**Question: why are COSY cross peaks antiphase, and why can I not phase them together with the diagonal?**

I study the silicate anions that build up in alkaline solution (in my case KOH in which silicon has been etched), and I want to read Si–O–Si connectivity from a $^{29}$Si COSY, $90^\circ - t_1 - 90^\circ - t_2$. Cross peaks come out as four-lobed up/down patterns, they fade when the lines broaden, and once they are phased the diagonal is dispersive. Can someone derive this for two coupled spins, and say when the result stops holding?

---

**Answer**

## Premises and conventions

1. Two spin-½ nuclei, $I_1$ and $I_2$, form an isolated pair in an isotropic liquid. For silicates this means two $^{29}$Si joined by one oxygen. The isotopes $^{28}$Si, $^{30}$Si and $^{16}$O have no spin, $^{17}$O is rare, and fast exchange of silanol protons with water averages the Si–H couplings away.
2. Weak coupling, $|J| \ll |\Omega_1-\Omega_2|/2\pi$ (an AX pair). In the rotating frame, with $\hbar=1$, offsets $\Omega_k$ in rad/s and $J$ in Hz,
$$H=\Omega_1 I_{1z}+\Omega_2 I_{2z}+\pi J\,2I_{1z}I_{2z}. \tag{1}$$
The flip-flop part $2\pi J(I_{1x}I_{2x}+I_{1y}I_{2y})$ is dropped.
3. Pulses are instantaneous and nonselective. With $F_\alpha=I_{1\alpha}+I_{2\alpha}$, a $90^\circ_x$ pulse is $e^{-i(\pi/2)F_x}$, a right-handed rotation about $x$.
4. High temperature. The equilibrium density operator is $\tfrac14[1+(\hbar\gamma B_0/k_BT)F_z]$. The unit operator gives no signal and the prefactor is an overall scale, so $\rho(0)=F_z$. For $^{29}$Si $\gamma<0$. This reverses the sign of the prefactor and makes the Larmor frequency $\omega_0=-\gamma B_0$ positive, so $\Omega_k$ grows with the chemical shift. No relative sign or phase below depends on this.
5. The signal is $s=\mathrm{Tr}(\rho F_+)$ with $F_+=F_x+iF_y$. For two spins $\mathrm{Tr}(I_{1x}^2)=1$, so a term $aI_{1x}+bI_{1y}$ gives $a+ib$.
6. Relaxation is added at the end as one factor $e^{-R(t_1+t_2)}$, with $R=1/T_2=\pi w$ and $w$ the full width at half height in Hz.

## Step 1: rotation rules

Let $[A,B]=iC$ and $[A,C]=-iB$. Define $B(\theta)=e^{-i\theta A}Be^{i\theta A}$ and $C(\theta)$ likewise. Then $B'=-ie^{-i\theta A}[A,B]e^{i\theta A}=C(\theta)$ and $C'=-B(\theta)$, with $B(0)=B$, $C(0)=C$. The solution is
$$B\to B\cos\theta+C\sin\theta,\qquad C\to C\cos\theta-B\sin\theta. \tag{2}$$

Free evolution is $\rho(t)=e^{-iHt}\rho\,e^{iHt}$. The three terms of (1) commute, so they may be applied one after another in any order.

* Offset: $A=I_{kz}$, $\theta=\Omega_kt$, $(B,C)=(I_{kx},I_{ky})$.
* Pulses: $90^\circ_x$ takes $I_y\to I_z$, $I_z\to-I_y$, and leaves $I_x$. $90^\circ_y$ takes $I_z\to I_x$.
* Coupling: $A=2I_{1z}I_{2z}$, $\theta=\pi Jt$. Directly, $[2I_{1z}I_{2z},I_{1x}]=i\,2I_{1y}I_{2z}$. Also $[2I_{1z}I_{2z},2I_{1y}I_{2z}]=4[I_{1z},I_{1y}]I_{2z}^2=-iI_{1x}$, because $I_{2z}^2=\tfrac14$ for spin ½. So $(B,C)=(I_{1x},2I_{1y}I_{2z})$. The same calculation gives $(B,C)=(I_{1y},-2I_{1x}I_{2z})$.

An operator like $2I_{1y}I_{2z}$ is $y$ magnetisation of spin 1 that points one way when spin 2 is $\alpha$ and the other way when it is $\beta$. This is antiphase magnetisation, and $\mathrm{Tr}(2I_{1y}I_{2z}F_+)=0$.

## Step 2: first pulse and $t_1$

The evolution is linear, so follow $I_{1z}$ and obtain the $I_{2z}$ part by swapping labels. The first pulse gives $-I_{1y}$. The offset turns this into $-I_{1y}\cos\Omega_1t_1+I_{1x}\sin\Omega_1t_1$. Write $c_k=\cos\pi Jt_k$, $s_k=\sin\pi Jt_k$. The coupling then gives
$$\rho(t_1)=\cos\Omega_1t_1\,[-c_1I_{1y}+s_1\,2I_{1x}I_{2z}]+\sin\Omega_1t_1\,[c_1I_{1x}+s_1\,2I_{1y}I_{2z}]. \tag{3}$$
The $\Omega_2$ term does nothing, since spin 2 appears only through $I_{2z}$.

## Step 3: second pulse

The pulse rotates both factors of each product:
$$\rho^+=\cos\Omega_1t_1\,[-c_1I_{1z}-s_1\,2I_{1x}I_{2y}]+\sin\Omega_1t_1\,[c_1I_{1x}-s_1\,2I_{1z}I_{2y}]. \tag{4}$$
The last term is the coherence transfer. Antiphase magnetisation of spin 1 has become antiphase magnetisation of spin 2, and it still carries the label $\sin\Omega_1t_1$. Only antiphase terms can make this jump, and they need time to grow, as $s_1$.

## Step 4: what is observable

$H$ commutes with $F_z$, so the coherence order $p$, defined by $[F_z,X]=pX$, is conserved in $t_2$. The trace with $F_+$ selects $p=-1$. The term $I_{1z}$ has $p=0$. The term $2I_{1x}I_{2y}=\frac{1}{2i}(I_{1+}+I_{1-})(I_{2+}-I_{2-})$ has only $p=0,\pm2$. The whole $\cos\Omega_1t_1$ bracket of (4) is therefore silent.

For the other two terms, apply the coupling first and keep only single-spin transverse operators. This is allowed because the offsets turn an antiphase operator only into another antiphase operator, whose trace with $F_+$ vanishes.

* $I_{1x}\to c_2I_{1x}+\dots\to c_2(I_{1x}\cos\Omega_1t_2+I_{1y}\sin\Omega_1t_2)$, signal $c_2e^{i\Omega_1t_2}$.
* By (2) with labels swapped, $2I_{1z}I_{2y}\to c_2\,2I_{1z}I_{2y}-s_2I_{2x}$. Hence $-2I_{1z}I_{2y}\to+s_2I_{2x}+\dots$, signal $s_2e^{i\Omega_2t_2}$.

The result is
$$s_x=\underbrace{\cos(\pi Jt_1)\sin(\Omega_1t_1)\cos(\pi Jt_2)\,e^{i\Omega_1t_2}}_{\text{diagonal},\ (\Omega_1,\Omega_1)}+\underbrace{\sin(\pi Jt_1)\sin(\Omega_1t_1)\sin(\pi Jt_2)\,e^{i\Omega_2t_2}}_{\text{cross},\ (\Omega_1,\Omega_2)}+(1\leftrightarrow2), \tag{5}$$
where the swap acts on the spin labels of $\Omega$. Both terms are even in $J$, so this experiment does not give the sign of $J$.

## Step 5: the second data set

The factor $\sin\Omega_1t_1$ contains $+\Omega_1$ and $-\Omega_1$ with equal weight. To fix the sign, repeat with a $90^\circ_y$ first pulse. It produces $I_{1x}$, which the offset turns into $I_{1x}\cos\Omega_1t_1+I_{1y}\sin\Omega_1t_1$. Only the $I_{1x}$ branch survived steps 3 and 4, so $s_y$ is (5) with $\sin\Omega_kt_1\to\cos\Omega_kt_1$.

In the States procedure each set is transformed in $t_2$, multiplied by a phase $e^{i\phi_2}$, and reduced to its real part. This is clean because all $t_1$ factors are real. The combination $\mathrm{Re}[e^{i\phi_2}\tilde s_y]+i\,\mathrm{Re}[e^{i\phi_2}\tilde s_x]$ replaces the offset modulation by $e^{i\Omega_1t_1}$. It is transformed in $t_1$, multiplied by $e^{i\phi_1}$, and reduced to its real part. Each peak is then a product of two one-dimensional factors of the same form.

## Step 6: multiplets and phases

The basic transform is
$$\int_0^\infty e^{(i\Omega-R)t}e^{-i\omega t}dt=\frac{1}{R+i(\omega-\Omega)}=A-iD,\quad A=\frac{R}{R^2+(\omega-\Omega)^2},\quad D=\frac{\omega-\Omega}{R^2+(\omega-\Omega)^2}. \tag{6}$$
Let $A_\pm,D_\pm$ be centred at $\Omega\pm\pi J$. Then
$$\cos(\pi Jt)e^{i\Omega t}=\tfrac12\left[e^{i(\Omega+\pi J)t}+e^{i(\Omega-\pi J)t}\right],\qquad \sin(\pi Jt)e^{i\Omega t}=\tfrac1{2i}\left[e^{i(\Omega+\pi J)t}-e^{i(\Omega-\pi J)t}\right]. \tag{7}$$
The cosine gives two lines $J$ Hz apart with equal sign, an in-phase doublet. The sine gives the same two lines with opposite sign, an antiphase doublet, and it carries a factor $1/i$, which is a $90^\circ$ phase shift. The real parts are:

| phase $\phi$ | cosine factor | sine factor |
|---|---|---|
| $0$ | $\tfrac12(A_++A_-)$ | $-\tfrac12(D_+-D_-)$ |
| $\pi/2$ | $\tfrac12(D_++D_-)$ | $\tfrac12(A_+-A_-)$ |

The diagonal peak has a cosine in both times and the cross peak a sine in both. With $\phi_1=\phi_2=\pi/2$, and the centre $\Omega$ and frequency axis given as arguments,
$$S_{\rm cross}=\tfrac14\,(A_+-A_-)_{\Omega_1,\omega_1}\,(A_+-A_-)_{\Omega_2,\omega_2},\qquad S_{\rm diag}=\tfrac14\,(D_++D_-)_{\Omega_1,\omega_1}\,(D_++D_-)_{\Omega_1,\omega_2}. \tag{8}$$
The cross peak has four absorption lines at $(\Omega_1\pm\pi J,\Omega_2\pm\pi J)$, positive where the two signs agree and negative where they differ. It is doubly antiphase and its integral is zero. The diagonal is in phase and doubly dispersive. With $\phi_1=\phi_2=0$ the roles change: the diagonal is $\tfrac14(A_++A_-)(A_++A_-)$ and the cross peak $\tfrac14(D_+-D_-)(D_+-D_-)$. No common zero-order phase puts both in absorption, because they differ by $90^\circ$ in each dimension separately.

## Step 7: cancellation in broad lines

Measure frequency from the doublet centre as $u=(\omega-\Omega)/R$ and set $j=\pi J/R=J/w$, with $J>0$. Then $A_+-A_-=f/R$ with
$$f(u)=\frac{1}{1+(u-j)^2}-\frac1{1+(u+j)^2}=\frac{4uj}{u^4+2(1-j^2)u^2+(1+j^2)^2}. \tag{9}$$
Call the denominator $N$. Then $f'=0$ requires $N-uN'=0$, which is $3u^4+2(1-j^2)u^2-(1+j^2)^2=0$. The positive root is
$$u_*^2=\tfrac13\left[j^2-1+2\sqrt{j^4+j^2+1}\right]. \tag{10}$$
One unit of $u$ is $w/2$ Hz, so the extrema at $\pm u_*$ lie $wu_*$ Hz apart. For $j\gg1$ this tends to $J$ and $f(u_*)\to1$. For $j\ll1$, $u_*\to1/\sqrt3$ and $f(u_*)\to(3\sqrt3/4)\,j$. The apparent splitting is then $w/\sqrt3$ whatever $J$ is, and the 2D height $f(u_*)^2/4R^2$ falls as $J^2/w^4$. In the time domain the transfer envelope $\sin(\pi Jt)e^{-Rt}$ is largest where its derivative vanishes, at $\tan\pi Jt_*=j$.

The dispersive diagonal decays slowly. An uncoupled spin ($J=0$ in (8)) gives $D\,D$. Since $|D|$ peaks at $1/2R$ and falls as $1/|\omega-\Omega|$, a ridge of height $1/(2R\cdot2\pi\Delta\nu)$ reaches a cross peak $\Delta\nu$ Hz from the diagonal. Per singlet spin and per AX pair,
$$\frac{\text{ridge}}{\text{cross}}=\frac{w}{f(u_*)^2\,\Delta\nu}. \tag{11}$$

## Step 8: which silicate species are AX pairs

The dimer and the cyclic trimer have equivalent silicons and give no cross peak. In the linear trimer Q$^1$–Q$^2$–Q$^1$, with $^{29}$Si fraction $p$, the AX pair is the isotopologue with the centre and exactly one end labelled, probability $2p^2(1-p)$. With probability $p^3$ all three are labelled, and the system is A$_2$X (A the ends, X the centre). The coupling between the two equivalent A spins commutes with the rest of $H$, the pulses, $\rho(0)$ and $F_+$, so it drops out.

Repeat steps 2 to 4 with two coupling terms, which commute. The coupling that carries the transfer gives a sine. Any other coupling of the precessing spin gives a cosine on the observable path, since its sine branch leads after the pulse to operators with two or three transverse factors, or in $t_2$ to products with zero trace against $F_+$. Operators with several transverse factors stay silent because $H$ commutes with every $I_{kz}$ and so cannot reduce their number. There are two routes, one per A spin, and $2sc=\sin2\pi Jt$. With unit signal per spin,
$$s_x=\sin\Omega_At_1\left[2c_1c_2e^{i\Omega_At_2}+s_1\sin(2\pi Jt_2)e^{i\Omega_Xt_2}\right]+\sin\Omega_Xt_1\left[c_1^2c_2^2e^{i\Omega_Xt_2}+\sin(2\pi Jt_1)s_2e^{i\Omega_At_2}\right]. \tag{12}$$
Along the X frequency the cross peak is a $+1,0,-1$ triplet with outer lines $2J$ apart, and the X diagonal is a $1:2:1$ triplet in both dimensions. The $90^\circ$ relation survives, since each sine still brings one factor $1/i$.

## Range of validity

* **Weak coupling.** The flip-flop term mixes $|\alpha\beta\rangle$ and $|\beta\alpha\rangle$. In Hz this block has diagonal elements $-J/4\pm\Delta\nu/2$ and off-diagonal element $J/2$, where $\Delta\nu=|\Omega_1-\Omega_2|/2\pi$. Its eigenvalues are $-J/4\pm\tfrac12\sqrt{\Delta\nu^2+J^2}$ and the mixing angle obeys $\tan2\theta=J/\Delta\nu$. Each doublet moves outward by about $J^2/4\Delta\nu$, and one-pulse intensities become $1\pm\sin2\theta$. Corrections to (5) are of order $J/\Delta\nu$.
* **Flip angle.** For a second pulse $\beta_x$, $2I_{1y}I_{2z}\to2(I_{1y}\cos\beta+I_{1z}\sin\beta)(I_{2z}\cos\beta-I_{2y}\sin\beta)$, so the cross peak scales as $\sin^2\beta$ and keeps its form. The diagonal gains the $\cos\Omega_1t_1$ terms of (3) times $\cos\beta$, and $2I_{1y}I_{2z}$ times $\cos^2\beta$. At $\beta=80^\circ$, $\sin^2\beta=0.970$ and $\cos\beta=0.174$, so the diagonal is distorted first.
* **Hard pulses.** The nutation frequency must far exceed all offsets.
* **Relaxation.** One rate $R$ assumes that in-phase and antiphase terms decay alike. The antiphase term also decays through the partner's spin flips, at about $1/T_1$. Magnetisation that recovers along $z$ during $t_1$ gives axial peaks at $\omega_1=0$. It does not depend on the phase of the first pulse, so alternating that phase together with the receiver removes it.
* **Exchange.** Si–O–Si bridges in alkaline solution break and re-form. A slow breaking rate $k$ adds roughly $k$ to $R$, and the pair picture needs $k\ll\pi J$.
* **Sampling.** Equations (6) to (11) assume acquisition to full decay in both times.

The silent term $2I_{1x}I_{2y}$ offers a way round the phase conflict. Its double-quantum part is $\tfrac12(2I_{1x}I_{2y}+2I_{1y}I_{2x})$, which a third $90^\circ_x$ pulse converts to $\tfrac12(2I_{1x}I_{2z}+2I_{1z}I_{2x})$. Diagonal and cross peaks then both carry $s_1s_2$ and share one phase, at half amplitude, and uncoupled spins vanish. This is double-quantum-filtered COSY.

## Numerical illustration: a Q$^1$–Q$^2$ pair

The inputs are approximate values chosen as typical of aqueous silicates: $|\gamma|/2\pi\approx8.465$ MHz/T, $B_0=11.74$ T, $\delta(\mathrm Q^1)\approx-80$ ppm, $\delta(\mathrm Q^2)\approx-88$ ppm, $^2J_{\rm SiOSi}=5$ Hz, $w=2$ Hz, $T_1=5$ s, 298 K, a 10 µs $90^\circ$ pulse. All results are the model's.

**Premises.** $\nu_0=99.4$ MHz and $h\nu_0/k_BT=1.6\times10^{-5}$. The separation is $\Delta\nu=795$ Hz, so $\sin2\theta=0.0063$ and the second-order shift is $0.0079$ Hz. With the carrier midway the offsets are $\pm398$ Hz against a nutation frequency of 25 kHz, a ratio of $0.016$. $R=6.28$ s$^{-1}$, $T_2=0.159$ s, and $1/(T_1R)=0.032$. All neglected terms are a few per cent or less. The cross peak at $(+398,-398)$ Hz has its lines displaced by $\pm2.5$ Hz in each dimension.

**Broadening,** at $J=5$ Hz:

| $w$ / Hz | $j$ | $t_*$ / ms | envelope at $t_*$ | $wu_*$ / Hz | $f(u_*)$ | relative 2D height |
|---|---|---|---|---|---|---|
| 2 | 2.5 | 75.8 | 0.577 | 5.01 | 0.962 | 1 |
| 5 | 1 | 50.0 | 0.322 | 5.37 | 0.806 | 0.112 |
| 10 | 0.5 | 29.5 | 0.177 | 7.17 | 0.552 | 0.013 |

The last column is $f^2/w^2$ relative to the first row. At $w=10$ Hz the apparent splitting no longer reports $J$.

**Truncation in $t_1$.** At the position of a doublet line the absorptive $F_1$ factor is $\int_0^{T}\sin^2(\pi Jt)e^{-Rt}dt$ for the cross peak and the same with $\cos^2$ for the diagonal. For $w=2$ Hz and $T=25$ ms the cross peak reaches 1.4 % of its full value, while the diagonal reaches 27 %. At $T=100$ ms the cross peak reaches 42 %. With a 2 kHz width in $F_1$ (0.5 ms steps), 152 increments are needed just to reach $t_*$.

**Labelling.** At natural abundance, $p\approx0.047$, 0.42 % of linear trimers are AX and 0.010 % are A$_2$X. End-group $^{29}$Si next to an unlabelled centre number $2p(1-p)$ per molecule, which is $1/p=21.3$ per AX pair. Equation (11) gives $0.0027$ per singlet, so their ridge reaches $0.058$ of the cross-peak height. Other Q$^1$ species at nearly the same shift add to it. At $p=0.95$, 85.7 % are A$_2$X and 9.0 % are AX, so (12) describes the main pattern.

**A close pair.** Two sites 0.3 ppm apart have $\Delta\nu=29.8$ Hz. Then $\sin2\theta=0.165$ and (11) gives $0.073$ per singlet, so both strong coupling and the diagonal tails visibly disturb (8).

Two-bond Si–O–Si couplings in dissolved silicates typically spread over roughly 1 to 10 Hz, so a given bridge can lie a factor of two above the 5 Hz used here or several times below it. The lineshape depends only on $J/w$, which makes rescaling direct. For $J=2$ Hz and $w=2$ Hz the model gives $j=1$, $f(u_*)=0.806$, an apparent splitting of 2.15 Hz and $t_*=125$ ms.